**Q.** I measure hyperfine splittings in lithium. What is being computed here?

**A.** A is the magnetic-dipole constant and B the electric-quadrupole constant of one electron outside 1s². A is divided by the nuclear g factor μ/(Iμ_N) and B by the quadrupole moment Q, leaving the electronic parts. DHF freezes the core, RPA lets it respond, and Brueckner orbitals add valence-core correlation. The last two columns give the measured A/g and the ratio of computed to measured. The long measured entries are quotients by g; the 3p and 4p measurements behind them hold only two or three digits.

Hyperfine constants of Li (one electron outside a closed 1s² core) from B-spline many-body code 1: no-pair Dirac-Coulomb, frozen-core Dirac-Hartree-Fock (DHF), static RPA core polarisation, and Brueckner orbitals from a second-order and RPA-screened correlation potential. The nucleus is uniformly magnetised, with rms radius 2.444 fm.

```tsv
hyperfine	A/g, DHF (MHz)	A/g, RPA (MHz)	A/g, Brueckner RPA (MHz)	B/Q, DHF (MHz/barn)	B/Q, RPA (MHz/barn)	B/Q, Brueckner RPA (MHz/barn)	A/g, measured (MHz)	A/g, Brueckner RPA over A/g, measured
2s1/2	131.0	179.6	186.3	n/a	n/a	n/a	185.0592	1.007
3s1/2	30.81	41.97	43.10	n/a	n/a	n/a	42.886991	1.005
4s1/2	11.67	15.87	16.25	n/a	n/a	n/a	16.145095	1.006
2p1/2	14.88	20.22	21.66	n/a	n/a	n/a	21.191301	1.022
3p1/2	4.489	6.190	6.555	n/a	n/a	n/a	6.2185101	1.054
4p1/2	1.896	2.624	2.765	n/a	n/a	n/a	n/a	n/a
2p3/2	2.974	-1.894	-2.051	5.49	4.84	5.20	n/a	n/a
3p3/2	0.8975	-0.6452	-0.6829	1.66	1.49	1.58	-0.46523668	1.468
4p3/2	0.3791	-0.2801	-0.2941	0.700	0.631	0.667	-0.18885846	1.557
3d3/2	0.3780	0.3857	0.3885	0.233	0.176	0.177	n/a	n/a
4d3/2	0.1596	0.1641	0.1655	0.0983	0.0743	0.0748	n/a	n/a
5d3/2	0.08177	0.08437	0.08508	0.0503	0.0381	0.0384	n/a	n/a
3d5/2	0.1620	0.1544	0.1554	0.332	0.251	0.253	n/a	n/a
4d5/2	0.06841	0.06400	0.06440	0.140	0.106	0.107	n/a	n/a
5d5/2	0.03504	0.03249	0.03269	0.0719	0.0544	0.0548	n/a	n/a
4f5/2	0.04868	0.04869	0.04873	0.0500	0.0376	0.0376	n/a	n/a
5f5/2	0.02492	0.02493	0.02496	0.0256	0.0192	0.0192	n/a	n/a
4f7/2	0.02704	0.02703	0.02706	0.0583	0.0438	0.0439	n/a	n/a
5f7/2	0.01385	0.01384	0.01385	0.0298	0.0224	0.0225	n/a	n/a
```

**Q.** What sets the DHF column?

**A.** One radial number per orbital. For l > 0, nonrelativistic theory gives A/g = K l(l+1)⟨r⁻³⟩/[j(j+1)] with K = 95.41 MHz, so the two j values stand as 5, 7/3 and 9/5 for p, d and f. DHF meets these ratios within 0.1%, which only confirms that relativity is small at Z = 3. The f orbitals have the hydrogenic ⟨r⁻³⟩, the d orbitals exceed it by 0.3 to 0.4%, and the p orbitals, which penetrate 1s² and see more charge, by 40 to 43%. For s states A follows the density at the nucleus, roughly ν⁻³ with ν the effective quantum number: in the Brueckner column Aν³ moves only from 747 to 757 MHz between 2s and 4s.

**Q.** Why does RPA raise p1/2 but reverse the sign of p3/2?

**A.** A has orbital, spin-dipole and contact parts. The orbital operator gives zero on 1s, so a polarised 1s² shell changes only the other two: dipole through 1s→d, contact through 1s→s. Exchange attracts only the 1s electron with spin parallel to the valence spin. By the standard argument an outer p or d electron draws it outward and leaves opposite spin at the nucleus. The spin projects on j as ±1/(2l+1), so this contact term is −C for j = l+½ and +C for j = l−½.

Take 2p, where the shifts are +5.34 and −4.868 MHz. C cancels in their sum, 0.472. The dipole weights are 4/3 and −2/15, summing to 1.2, so the dipole constant gains 0.472/1.2 = 0.393 MHz, 7% of K⟨r⁻³⟩ = 14.88 × 3/8 = 5.58. Then C = 5.34 − (4/3)(0.393) = 4.816 MHz. Two unknowns from two numbers make a decomposition, not a prediction; what the table shows directly is the near-equal, opposite shifts in every p and d pair. In p3/2 the orbital part is half that of p1/2 and the dipole part is slightly negative, so the direct term is small (2.974 MHz in 2p), and C is 1.6 to 1.7 times that term, so the sign flips with no change of state. The sign needs the core, hence the negative ratios of DHF to measured A/g in the analysis below.

**Q.** And s, d and f?

**A.** The s rows gain 36 to 37%. Here the core spin at the nucleus is parallel to the valence spin; the argument is that an s orbital has an inner lobe and a node, so its exchange reshapes 1s differently. In d rows C is only 5 to 7% of the d5/2 direct term, and in f the shift is the size of the last digit, because exchange needs overlap with 1s and the orbital starts as rˡ.

I compared C with the exchange integral between a hydrogenic nl orbital and a screened 1s, normalised to the lowest n. From 3d to 5d, Cn³ grows by a factor of 1.55 and the integral times n³ by 1.59, where pure n⁻³ scaling would give 1. For p the model overshoots, 1.17 against 1.08, and its constant differs by about half between p and d, so it follows the steep fall of C from p to d only roughly. The d and f constants of this method are rough.

**Q.** Then why does B/Q of d and f drop by a quarter?

**A.** An electric field gradient acts on both core electrons without overlap: Sternheimer shielding. A distant charge perturbs hydrogen 1s by a term in r²P₂, and the first-order function is (r²/2 + r³/3)P₂ times 1s. Its field gradient at the nucleus, relative to the applied one, is (8/5)(1/8 + 1/12) = 1/3, scaling as 1/Z. Two electrons with Z_eff = 3 − 5/16 give γ = 2/(3Z_eff) = 0.248, with nothing fitted. For 4f7/2, 0.0583 × (1 − 0.248) = 0.0438, the RPA value. The d and f rows span 0.243 to 0.250, at three digits or fewer in B; bare Z gives 0.222, so the estimate depends on the choice of Z_eff, and its match to the last digit is closer than a screened hydrogenic 1s can promise. The p rows are shielded by only 10 to 12%. I argue two causes: exchange raises the gradient by about the 7 to 8% seen in the dipole part, and penetration weakens the direct shielding. A more highly charged ion with this core should be shielded less, as 1/Z_eff.

**Q.** What do Brueckner orbitals add?

**A.** The polarisable core attracts the valence electron inward. The numbers look like a rescaling: for 3p, both A values and B grow by 6%. The factor is 2 to 4% for s, 5 to 8% for p and at most 1% for d and f. It improves the s rows and 2p1/2 but worsens 3p1/2 (0.995 to 1.054 of measured) and the two p3/2 rows that have a measured value.

**Q.** So why are 3p3/2 and 4p3/2 too large by 47 and 56%?

**A.** Cancellation magnifies a moderate error. 3p3/2 misses by −0.218 MHz, less than the +0.336 of 3p1/2. For 3p, the one pair with measured values for both j in this table, the contact-free sum is 2% above measurement. Holding the dipole-to-orbital ratio at its RPA value gives C = 1.615 computed and 1.378 measured, 17% high; a plain 5:1 split agrees. That 0.237 MHz is 4% of 3p1/2 and 51% of 3p3/2. The 17% rests on one pair and inherits its experimental uncertainty. Two rows without a measured partner point the same way, though not by the same amount: the 4p3/2 miss of −0.105 MHz is 16% of the RPA contact term of its pair (0.6516), and the 2p1/2 miss of +0.469 MHz is 10% of 4.816. The printed analysis below gives each row.

**Q.** Why is the contact term too large?

**A.** A poor p orbital is unlikely to be the main cause, since most of the excess is there before the Brueckner step. At RPA level the 3p contact term is 1.525 MHz, 11% above the 1.378 drawn from measurement, while the contact-free sum is 4% low. The Brueckner rescaling lifts the sum to 2% high and enlarges C with it. My guess is the omitted structure-radiation and normalisation terms. Yet the same excess in the 2s core term would make 2s 4.0% high, and it is 0.67% high. Is the excess peculiar to p states, or present in s and cancelled by another omitted term?

The analysis program printed:

```
K=95.41 MHz, 8K/3=254.4 MHz, KQ=234.96 MHz/barn; '-' is j=l-1/2, '+' is j=l+1/2
DHF: nl, A-/A+ (theory), <r-3> bohr^-3, /hydrogenic, B+ from A vs table (err %, rounding %)
2p 5.0034 (5.0000) 0.05848 1.4036 5.497 5.49 (+0.12, 0.09)
3p 5.0017 (5.0000) 0.01764 1.4291 1.658 1.66 (-0.11, 0.30)
4p 5.0013 (5.0000) 0.007452 1.4308 0.7004 0.7 (+0.05, 0.07)
3d 2.3333 (2.3333) 0.002476 1.0028 0.3325 0.332 (+0.14, 0.15)
4d 2.3330 (2.3333) 0.001045 1.0037 0.1404 0.14 (+0.27, 0.36)
5d 2.3336 (2.3333) 0.0005356 1.0043 0.07192 0.0719 (+0.03, 0.07)
4f 1.8003 (1.8000) 0.000372 1.0000 0.05828 0.0583 (-0.04, 0.09)
5f 1.7993 (1.8000) 0.0001904 0.9999 0.02983 0.0298 (+0.11, 0.17)
RPA-DHF MHz: nl, d-, d+, dipole %, C(+-round), a_c=-(2l+1)C, C/A+DHF, Cn^3 rel, Gn^3 rel, C(2l+1)^2/G MHz/Eh
2p +5.34 -4.868 +7.0 4.816(0.002) -14.4 1.619 1.000 1.000 8531
3p +1.701 -1.543 +7.8 1.525(0.0002) -4.58 1.699 1.069 1.129 8077
4p +0.728 -0.6592 +8.1 0.6516(0.0002) -1.95 1.719 1.082 1.171 7887
3d +0.0077 -0.0076 +0.1 0.00756(0.0002) -0.0378 0.047 1.000 1.000 12391
4d +0.0045 -0.00441 +0.3 0.004374(5e-05) -0.0219 0.064 1.371 1.396 12173
5d +0.0026 -0.00255 +0.3 0.00253(2e-05) -0.0127 0.072 1.549 1.586 12101
4f +1e-05 -1e-05 -0.0 1e-05(2e-05) -7e-05 0.000 at rounding
5f +1e-05 -1e-05 +0.0 1e-05(2e-05) -7e-05 0.001 at rounding
nl, shielding 1-B+RPA/B+DHF (round), plus dipole gain (p only), Brueckner/RPA of A-, A+, A-+A+, B+
2p 0.118(0.002) 0.189 1.0712 1.0829 1.0700 1.074
3p 0.102(0.006) 0.181 1.0590 1.0584 1.0590 1.060
4p 0.099(0.002) 0.179 1.0537 1.0500 1.0542 1.057
3d 0.244(0.003) - 1.0073 1.0065 1.0070 1.008
4d 0.243(0.008) - 1.0085 1.0062 1.0079 1.009
5d 0.243(0.002) - 1.0084 1.0062 1.0078 1.007
4f 0.249(0.002) - 1.0008 1.0011 1.0009 1.002
5f 0.248(0.004) - 1.0012 1.0007 1.0010 1.004
d,f shielding 0.243-0.250, mean d 0.244, f 0.249; 2/(3Zeff)=0.248, 2/(3Z)=0.222
s: nu, RPA-DHF MHz, RPA/DHF, Br/RPA, A nu^3 MHz (Br), /Fermi-Segre (8K/3)Z for Br, DHF (Br nu)
2s1/2 1.5884 +48.60 1.371 1.037 746.6 0.978 0.688
3s1/2 2.5960 +11.16 1.362 1.027 754.0 0.988 0.706
4s1/2 3.5982 +4.20 1.360 1.024 757.0 0.992 0.712
vs measured: DHF, RPA, Br ratios; Br-meas MHz (rounding)
2s1/2 0.708 0.971 1.007 +1.241 (0.05)
3s1/2 0.718 0.979 1.005 +0.213 (0.005)
4s1/2 0.723 0.983 1.006 +0.105 (0.005)
2p1/2 0.702 0.954 1.022 +0.469 (0.005)
3p1/2 0.722 0.995 1.054 +0.336 (0.0005)
3p3/2 -1.929 1.387 1.468 -0.218 (5e-05)
4p3/2 -2.007 1.483 1.557 -0.105 (5e-05)
3p: sum Br/meas 1.0207; C Br 1.615, meas 1.378 MHz, ratio 1.172 (dip/orb 1.078); 5:1 ratio 1.167
same excess in 2s core term would give 4.0% error; table 0.67%
```
